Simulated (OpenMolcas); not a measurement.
## CH2FNOSn (SMILES O=C=[N][SnH2][F]): the energy, rung by rung

The species is CH2FNOSn (7 atoms), meant as a singlet with charge 0. As SMILES, `O=C=[N][SnH2][F]`. Geometry: relaxed at PBE0-D4/def2-TZVP. This is one conformer, not always the lowest.

```xyz
7

O    -0.2217   -2.8693   -0.9316
C    -0.1215   -1.9068   -0.2838
N    -0.0209   -0.9582    0.4494
Sn    0.1574    1.0316    0.3185
F    -0.8771    1.5100   -1.2201
H    -0.6186    1.6961    1.6652
H     1.7638    1.4285   -0.0432
```

Each level gives the energy change with the Sn4–F5 bond stretched from 1.915 to 2.202 Å (eV). The values are calculated.

```
                                        level                 kind     program  value (eV)  CPU time (all runs)
  HF/def2-SVP (core potential) (unrestricted)         Hartree–Fock  OpenMolcas        0.72                 24 s
 SVWN5/def2-SVP (core potential) (restricted)                  LDA  OpenMolcas        0.59                 53 s
revPBE/def2-SVP (core potential) (restricted)                  GGA  OpenMolcas        0.38                 66 s
  TPSS/def2-SVP (core potential) (restricted)             meta-GGA  OpenMolcas        0.47                 88 s
 B3LYP/def2-SVP (core potential) (restricted)        global hybrid  OpenMolcas        0.52                 68 s
 BHLYP/def2-SVP (core potential) (restricted)        global hybrid  OpenMolcas        0.66                 59 s
B2PLYP/def2-SVP (core potential) (restricted)        double hybrid  OpenMolcas        0.55                 52 s
   MP2/def2-SVP (core potential) (restricted)  perturbation theory  OpenMolcas        0.59                 20 s
```

The first shape isn't each level's own minimum. The values span 0.38 to 0.72 eV. In the correlated wave-function rows the outer d shell of Sn is correlated, in sets not made for it. CPU times are rough (shared hosts, several kinds of processor): they show what a rung costs within a factor of a few.

Every level makes stretching the Sn–F bond uphill, as expected for a strong, polar bond between an electropositive tin centre and fluorine: lengthening it gives up both electrostatic attraction and σ overlap. How steep the climb is depends markedly on the level. Among revPBE, B3LYP, BHLYP and Hartree–Fock, the cost rises with the share of exact exchange, from 0.38 to 0.72 eV, probably in part because the levels place the bond minimum at different lengths. That share alone doesn't order the whole table: SVWN5 and TPSS, both without exact exchange, lie well above revPBE, and B2PLYP falls below BHLYP despite a similar share. Adding correlation to Hartree–Fock through MP2 lowers the cost to 0.59 eV. SVWN5 gives the same value, but this single agreement doesn't establish that it describes the bond equally well. The results support a substantial resistance to this particular stretch, whereas the bond dissociation energy also depends on the separated fragments, which such a limited displacement doesn't probe.
